### Does every empty state rise equally?

In ZnSe, one-shot G0W0 widens the PBE gap at Γ by about 1 eV, to 2.26 eV. Adding one constant to all empty levels, a scissors correction, would be a convenient shortcut if each of them rose by the same amount. The table tests this at several k points, which label how an electron wave changes phase from cell to cell. Three states at the last point are left open, to be forecast from the others.

ZnSe, 2 atoms in the cell, built as measured structure, space group F-43m (216), conventional a = 5.665 Å, 22.72 Å³ an atom. One-shot G0W0 at finite bands, cutoff and k mesh (short of the basis limit), each kind of level from its own valence top. Ansatz 0.2.0, plane-wave PAW, no spin polarisation, cell relaxed with r2SCAN; starting functional PBE; cutoff 420 eV; k mesh 4×4×4; fixed occupations.

```
band  b (fraction of the reciprocal vector)  c (fraction of the reciprocal vector)  kohn sham level (eV)  quasiparticle level (eV)  exchange less vxc (eV)  correlation (eV)
  v2                                      0                                      0                 0.000                     0.000                  -3.102             2.202
  v1                                      0                                      0                 0.000                     0.000                  -3.102             2.202
  c1                                      0                                      0                 1.282                     2.258                   4.319            -4.243
  c2                                      0                                      0                 5.788                     6.799                   4.732            -4.622
  v2                                      0                                   0.25                -0.480                    -0.495                  -3.166             2.251
  v1                                      0                                   0.25                -0.480                    -0.495                  -3.166             2.251
  c1                                      0                                   0.25                 2.738                     3.734                   4.436            -4.340
  c2                                      0                                   0.25                 6.422                     7.434                   4.853            -4.741
  v2                                      0                                   -0.5                -0.873                    -0.902                  -3.247             2.317
  v1                                      0                                   -0.5                -0.873                    -0.902                  -3.247             2.317
  c1                                      0                                   -0.5                 2.531                     3.521                   4.348            -4.258
  c2                                      0                                   -0.5                 6.369                     7.349                   4.661            -4.582
  v2                                   0.25                                   0.25                -1.256                    -1.293                  -3.333             2.395
  v1                                   0.25                                   0.25                -1.256                    -1.293                  -3.333             2.395
  c1                                   0.25                                   0.25                 3.910                     4.923                   4.482            -4.369
  c2                                   0.25                                   0.25                 4.018                     4.889                   4.235            -4.265
  v2                                   0.25                                   -0.5                -2.454                    -2.509                  -3.659             2.703
  v1                                   0.25                                   -0.5                -1.598                    -1.644                  -3.396             2.451
  c1                                   0.25                                   -0.5                 3.739                     4.659                   4.207            -4.187
  c2                                   0.25                                   -0.5                 5.587                     6.587                   4.788            -4.689
  v2                                   -0.5                                   -0.5                -2.196                    -2.247                  -3.499             2.547
  v1                                   -0.5                                   -0.5                     ?                         ?                       ?                 ?
  c1                                   -0.5                                   -0.5                     ?                         ?                       ?                 ?
  c2                                   -0.5                                   -0.5                     ?                         ?                       ?                 ?
```

The shift of a state is its quasiparticle level less its Kohn-Sham level, here the PBE level. The known empty states rise by 0.87 to 1.01 eV, while the known valence states sink by at most 0.06 eV. Both levels are counted from their own valence top, so a shift tells how a state moves relative to that top.

### Where the shift comes from

PBE gives filled and empty orbitals the same local exchange-correlation potential. True exchange distinguishes them: it binds filled orbitals more strongly than this potential does, and empty ones less. The column "exchange less vxc" is therefore negative for valence states and positive for empty ones. "Correlation" contains the response of the other electrons, which screens the added charge and cancels most of the exchange term.

With $X$ for exchange less vxc and $C$ for correlation, the shift is

$$\Delta=(X+C)-(X+C)_{\text{valence top}}.$$

The sums match the table's levels without a separate renormalisation factor, so the listed correlation already allows for its change with energy. For c2 at (0.25, 0.25), $X+C=4.235-4.265=-0.030$ eV. The valence top has −0.900 eV, so the state rises by 0.87 eV, as the table's levels confirm. Its partner c1 at the same point has almost the same PBE energy but rises by 1.01 eV. States this close may be mixed by PBE, and one-shot G0W0 keeps the PBE orbitals, so their separate lifts are expected to be less certain than their mean.

Across all the known empty states, too, the PBE energy is a poor guide to the lift. Theory suggests looking at where the orbital sits. In dense regions near the atoms the PBE potential is deep, and replacing it by the weaker exchange felt by an empty state costs much energy. An orbital spread into the open space between atoms should have a smaller exchange term. The two smallest known lifts do belong to the two smallest exchange terms among the known empty states, but the table has no orbital densities to test the spatial picture.

### Forecasts

The first k coordinate, not printed in the table, is zero in this run, which makes (−0.5, −0.5) the X point. There, symmetry makes the two top valence bands equal as long as spin-orbit coupling is left out. The forecast for v1 is therefore v2's row: a PBE level of −2.196 eV, a quasiparticle level of −2.247 eV and a shift of −0.051 eV, each ±0.002 eV.

For c1 the forecast is a lift of 0.90 ± 0.08 eV, below the average of the known empty states. Orbital character changes towards X, and at the nearest point, (0.25, −0.5), the lower empty band already has the smaller lift. The value is the mean of the two small lifts nearby, $(0.871+0.920)/2$ eV. The first of these belongs to c2 at (0.25, 0.25); using it for c1 rests on the guess that the two close bands exchange character on the way to X.

For c2 the forecast is 0.95 ± 0.10 eV, the mean of all four empty-state lifts at the two neighbouring points. Bands can mix there, so the character of c2 cannot be followed safely from energies alone. Both error bars are judgements guided by the known spread, and the PBE positions of c1 and c2 are not forecast.

### Computed values

The withheld rows as computed:

```
band  b (fraction of the reciprocal vector)  c (fraction of the reciprocal vector)  kohn sham level (eV)  quasiparticle level (eV)  exchange less vxc (eV)  correlation (eV)
  v1                                   -0.5                                   -0.5                -2.196                    -2.247                  -3.499             2.547
  c1                                   -0.5                                   -0.5                 2.967                     3.722                   3.643            -3.788
  c2                                   -0.5                                   -0.5                 3.450                     4.396                   4.138            -4.092
```

The v1 forecast is exact to the printed digits, which confirms the symmetry argument rather than any insight into G0W0. The c2 lift is 0.946 eV, close to the forecast. The c1 forecast fails: the computed lift is 0.755 eV, below the forecast range. The direction was right, but the drop was much underestimated.

The parts show what the forecast missed. From c1 at Γ to c1 at X, the exchange term falls by $4.319-3.643=0.676$ eV. Weaker correlation returns $4.243-3.788=0.455$ eV, leaving a lift smaller by 0.22 eV. An average over neighbouring points could not reach this value, because it lies below both lifts that were averaged. A more open orbital at X would explain the small exchange term, but that remains an inference.

The good result for c2 needs the same caution. Its exchange term is also smaller than that of any known empty state, but weaker correlation makes up for much of the difference. The average gave the right total without foreseeing this change in the parts.

A constant lift fitted to the known empty states, together with a valence shift proportional to depth, misses c1 at X by 0.22 eV; the output below gives the details. The lowest empty state at X lies $2.967-1.282=1.69$ eV above that at Γ in PBE, but only $3.722-2.258=1.46$ eV above it in G0W0. A scissors correction keeps the PBE spacing and so places this valley too high relative to G0W0. The absolute gap needs its own caution: finite bands and the PBE treatment of the filled Zn 3d shell may leave it too low, while spin-orbit coupling, absent from this run, would lower it somewhat. How far the spacing between Γ and X depends on the finite bands, cutoff and mesh is not tested here.

The analysis program printed:

```
exchange less vxc plus correlation, valence top at Gamma [eV]: -0.9
exchange less vxc plus correlation, c1 at Gamma [eV]: 0.076
mean shift of known empty states [eV]: 0.9769
smallest shift of known empty states [eV]: 0.871
largest shift of known empty states [eV]: 1.013
most negative shift of known valence states [eV]: -0.055
correlation coefficient of shift with PBE level, known empty states: 0.217
exchange part, v2 at (0.25, -0.5) less Gamma top [eV]: -0.557
correlation part, v2 at (0.25, -0.5) less Gamma top [eV]: 0.501
exchange part, c2 less c1 at (0.25, 0.25) [eV]: -0.247
correlation part, c2 less c1 at (0.25, 0.25) [eV]: 0.104
fit of shift on 21 rows: coefficient of isc 0.9769 +/- 0.01, coefficient of isv*ks 0.02581 +/- 0.0074; rms 0.0305, worst c2 0.106, leave-one-out rms 0.0339
  rows outside the fit (model, value, miss): v1 -0.05668, -0.051, -0.00568; c1 0.9769, 0.755, 0.222; c2 0.9769, 0.946, 0.0309
forecast shift of v1 at X, error bar 0.002 [eV]: -0.051
forecast shift of c1 at X, error bar 0.08 [eV]: 0.8955
forecast shift of c2 at X, error bar 0.10 [eV]: 0.951
computed PBE levels of v1, c1, c2 at X [eV]: -2.196, 2.967, 3.45
computed quasiparticle levels of v1, c1, c2 at X [eV]: -2.247, 3.722, 4.396
computed shifts of v1, c1, c2 at X [eV]: -0.051, 0.755, 0.946
computed exchange less vxc of v1, c1, c2 at X [eV]: -3.499, 3.643, 4.138
computed correlation of v1, c1, c2 at X [eV]: 2.547, -3.788, -4.092
miss for v1 shift, forecast less computed [eV]: 0
miss for c1 shift, forecast less computed [eV]: 0.1405
miss for c2 shift, forecast less computed [eV]: 0.005
```
